At 3.75 Å, the longest bond in the table, RHF seems to be getting better. Its energy over CASSCF is 2.67 eV there, well below the 4.155 eV at 2.41 Å, although the first weak orbital now holds 0.98 electrons and its pair is as good as broken. The occupation is the number to believe. RHF's own energy falls by 0.55 eV over the last step, which suggests that the calculation has moved to a different closed-shell solution. A likely candidate leaves each carbon with a closed pair of its own, which RHF can describe without splitting any pair.

RHF, broken-symmetry UHF and CASSCF (4 electrons in 4 orbitals) with PySCF 2.14.0 and the 6-31G(d) basis, for neutral C3H9NSi, NC/C=C/[SiH3], with spin multiplicity set to 1. The C=C bond of the GFN2-xTB geometry is stretched with both halves rigid. Spin squared is from UHF, the occupation from CASSCF natural orbitals. All nine points are marked as converged, and the run record holds no warnings. Convergence alone doesn't show that neighbouring points belong to the same solution, though, and the data makers' tests on other systems, not these runs, gave the general caution that the solution may change along such a curve. The comparison of short and long bonds below therefore assumes that CASSCF stays on one state.

```
bond length (Å)  CASSCF energy over its lowest point (eV)  RHF energy over CASSCF (eV)  UHF energy under RHF (eV)  spin squared  first weak orbital occupation
          1.230                                     0.604                        1.194                      0.000         0.000                          0.051
          1.340                                     0.000                        1.422                      0.000         0.000                          0.070
          1.470                                     0.247                        1.726                      0.150         0.388                          0.101
          1.610                                     1.062                        2.094                      0.553         0.659                          0.146
          1.810                                     2.515                        2.690                      1.315         0.895                          0.235
          2.070                                     4.227                        3.539                      2.468         1.257                          0.398
          2.410                                     5.700                        4.155                      2.059         1.618                          0.652
          2.940                                     6.566                        3.428                      2.163         1.742                          0.896
          3.750                                     6.772                        2.674                      1.693         1.718                          0.981
```

The bond is the C=C double bond of a small molecule with an amino group at one end and a silyl group at the other, pulled apart with both halves kept rigid. A weak orbital is one that would be empty if every electron pair were intact. Its occupation in the CASSCF wavefunction runs from 0 for a perfect pair to 1 for a pair split into two single electrons. Spin squared belongs to UHF: it is 0 as long as UHF keeps its spins paired, and it grows once UHF puts up-spin and down-spin electrons on different sides.

The first weak occupation rises in every row, and three readings of that rise come to mind. The tempting one takes its cue from UHF: the bond is whole up to the point where UHF drops below RHF, the Coulson–Fischer point, and breaks from there on. The second says that one electron pair breaks, since the printed occupation runs neatly to 1. The third says that two pairs loosen gradually, each at its own pace.

The first reading already has trouble at 1.34 Å. UHF and RHF agree there and spin squared is zero, yet the weak orbital holds 0.070 electrons. A defender could call this a harmless background and keep the real breaking for longer bonds. To test that, one must know how much breaking the short bonds foretell.

The simplest system that shows the physics is a stretched hydrogen molecule with one orbital on each atom. Two electrons gain energy by hopping between the atoms, with strength t, and pay a repulsion U when both sit on the same atom. The configuration with both electrons in the bonding orbital lies 4t below the one with both in the antibonding orbital, and the repulsion mixes the two with strength U/2. Solving this two-by-two problem gives the occupation n of the weak, antibonding orbital:

n = 1 − x/√(1 + x²), with x = 4t/U

Hopping needs overlap, and the tails of atomic orbitals die off exponentially, so x should shrink roughly exponentially as the bond is pulled, as long as U changes little. In a real molecule U stands for the extra repulsion on one atom compared with that between neighbouring atoms, and it grows as the atoms part. A decay rate taken from the occupations therefore describes the ratio x, and not the hopping alone. Nothing in the formula switches on at a particular length. The pair comes apart by degrees, as hopping loses to repulsion.

UHF treats the same contest differently. It can lower the repulsion only by moving the two spins apart, and this costs hopping energy. If S is the overlap of the up-spin orbital with the down-spin orbital, its energy in the two-site model is

E = −2tS + US²/2

This is lowest at S = x/2. Since S can't exceed 1, UHF stays fully paired as long as x is above 2. At x = 2 the exact formula already gives n = 1 − 2/√5, about 0.11 electrons. The threshold is therefore a property of the method, and by the time UHF reacts the pair has been loosening for a while. The table roughly agrees: UHF breaks between 1.34 and 1.47 Å, where the CASSCF occupation goes from 0.070 to 0.101, so somewhat earlier than the model says.

The numbers can now decide. Turned round, the formula gives x = 3.01 at 1.23 Å and 2.53 at 1.34 Å, which is a decay rate of 1.58 per Å. These two rows, both from before the UHF threshold, fix the model; the seven longer bonds are forecasts. For 2.07 Å the steps are:

x = 2.53 × exp(−1.58 × (2.07 − 1.34)) = 0.80
n = 1 − 0.80/√(1 + 0.80²) = 0.38

CASSCF gives 0.398. At 1.47, 1.61 and 1.81 Å the forecast is within 0.005 electrons of the computed occupation. A CASSCF wavefunction may mix its configurations at any bond length, so its smoothness alone is no surprise. What counts against the threshold reading is that the small occupations before the UHF threshold foretell the large ones after it.

The exponential matters too. A rival law lets hopping fall as an inverse power of the bond length, and it can be tied to the same two rows. It then misses the first weak occupation by up to 0.35 electrons, against 0.09 for the exponential. The power law keeps the carbons coupled over distances where the orbital tails hardly meet any more.

The second reading, a single breaking pair, fails on the other weak orbital of the same CASSCF runs. If only one pair broke, that orbital would stay near its 0.017 electrons at 1.34 Å. Instead it climbs to 0.89 at 3.75 Å, so both pairs of the double bond end up nearly split. They don't go together either: at 2.41 Å the first weak orbital holds 0.65 electrons and the second only 0.28.

Theory says which pair goes first, although the orbitals themselves were not inspected. The π pair is held by orbitals that overlap sideways, the σ pair by orbitals that point at each other, so the π pair has the weaker hopping and should give way earlier. In the model, the stronger pair starts at 1.34 Å with x = 5.37, about twice the value of the weaker one. In the forecast both ratios shrink at about 1.6 per Å.

This gives a rule for the delay. A pair with a larger x reaches the same state of breaking later. If both decay at the same rate, the delay is the logarithm of the ratio of the two x values, divided by that rate. Here that is ln(5.37/2.53)/1.6, or 0.47 Å. In the CASSCF results the two weak orbitals reach half an electron at 2.2 and 2.75 Å, a delay of 0.55 Å. Doubling the hopping thus postpones the break by a few tenths of an ångström; it doesn't double the distance.

The estimate falls short mainly because the first pair speeds up. Beyond 1.81 Å its x shrinks faster than before, at up to 2.4 per Å, and at 2.94 Å the forecast of 0.80 electrons is too low against 0.90. Here the comparison with hydrogen ends. A hydrogen atom is left with one electron, whereas each carbon is left with two from the broken bond, and two electrons in different orbitals of one atom often prefer parallel spins. This preference may help to pull the pairs apart, but that is a guess which these numbers don't test. The output below gives both forecasts for both pairs, row by row. For the second pair the power law is slightly closer up to 1.81 Å, and only the longer bonds favour the exponential.

In practice, the first thing to do with such a curve is to look at the occupations of both weak orbitals before any energy difference. Give the active space both pairs from the start, even though the second looks idle near equilibrium. At 2.07 Å its weak orbital already holds 0.12 electrons, and a space built for one pair has no room for them.

Spin squared is best read as a warning light. It comes on late and then exaggerates: if one pair carries all the spin contamination at 1.81 Å, UHF puts 0.68 electrons into the weak orbital, where CASSCF has 0.235. At long distance UHF needs a check of its own. Two well-separated halves with two parallel spins each should give a UHF energy no higher than this CASSCF energy, yet at 3.75 Å it lies 0.98 eV above. UHF has very probably missed its lowest solution there. The trouble may start earlier, since UHF's energy over CASSCF jumps from 1.07 eV at 2.07 Å to 2.10 eV at 2.41 Å, which suggests a change of UHF solution between those rows. A stability test or a restart from other orbitals is due from 2.41 Å on.

The CASSCF energy of 6.77 eV at the longest bond should not be used as a bond energy, because the halves were not allowed to relax and most of the short-range correlation between electrons is left out. The spin of the CASSCF state was not printed either, and spin states lie close together at long distance, so the last occupations are less certain than the earlier ones. For the question of whether a bond is breaking, the working rule is this: start from the occupations in an active space that holds the whole bond, follow every pair, and treat a sudden change in RHF or UHF as a question about the method before it becomes a statement about the molecule.

Printed output of the fit:

```
Weak occupations and forecasts from the two shortest rows:
   row  first pair  first exponential  first power law  second pair  second exponential  second power law
  1.23       0.051              0.051            0.051       0.0119              0.0119            0.0119
  1.34        0.07               0.07             0.07       0.0169              0.0169            0.0169
  1.47       0.101             0.1003          0.09737       0.0247             0.02547            0.0246
  1.61       0.146             0.1445           0.1325       0.0363             0.03934            0.0354
  1.81       0.235             0.2305           0.1912       0.0615             0.07167           0.05593
  2.07       0.398             0.3757           0.2766        0.122              0.1469           0.09239
  2.41       0.652             0.5767             0.39       0.2823              0.3152            0.1561
  2.94       0.896             0.8017           0.5426       0.6183              0.6316            0.2799
  3.75       0.981             0.9438           0.7004       0.8879              0.8947            0.4708
Coupling over repulsion (4t/U) and its local decay rate per angstrom:
   row  ratio first  ratio second  rate first  rate second  UHF over CASSCF in eV
  1.23         3.01         6.424         n/a          n/a                  1.194
  1.34         2.53          5.37       1.579        1.629                  1.422
  1.47        2.053         4.415       1.609        1.506                  1.576
  1.61        1.641          3.61       1.597        1.439                  1.541
  1.81        1.188         2.718       1.617        1.418                  1.375
  2.07       0.7539         1.834       1.748        1.513                  1.071
  2.41       0.3712         1.031       2.084        1.695                  2.096
  2.94       0.1046         0.413        2.39        1.726                  1.265
  3.75        0.019        0.1128       2.105        1.602                  0.981
Decay rate of first pair from the two shortest rows (per angstrom): 1.579
Decay rate of second pair from the two shortest rows (per angstrom): 1.629
Largest miss of exponential forecast, first pair (electrons): 0.09435
Largest miss of exponential forecast, second pair (electrons): 0.03294
Largest miss of power-law forecast, first pair (electrons): 0.3534
Largest miss of power-law forecast, second pair (electrons): 0.4171
Bond length where first weak occupation reaches 0.5 (angstrom): 2.207
Bond length where second weak occupation reaches 0.5 (angstrom): 2.753
Lag of second pair behind first (angstrom): 0.5469
Largest difference between the two weak occupations (electrons): 0.3697
UHF weak occupation at 1.47 angstrom if one pair carries all contamination: 0.2177
UHF weak occupation at 1.81 angstrom if one pair carries all contamination: 0.676
Ratio of that UHF occupation to CASSCF at 1.81 angstrom: 2.876
Fall of RHF energy from its highest row to the longest bond (eV): 0.548
```
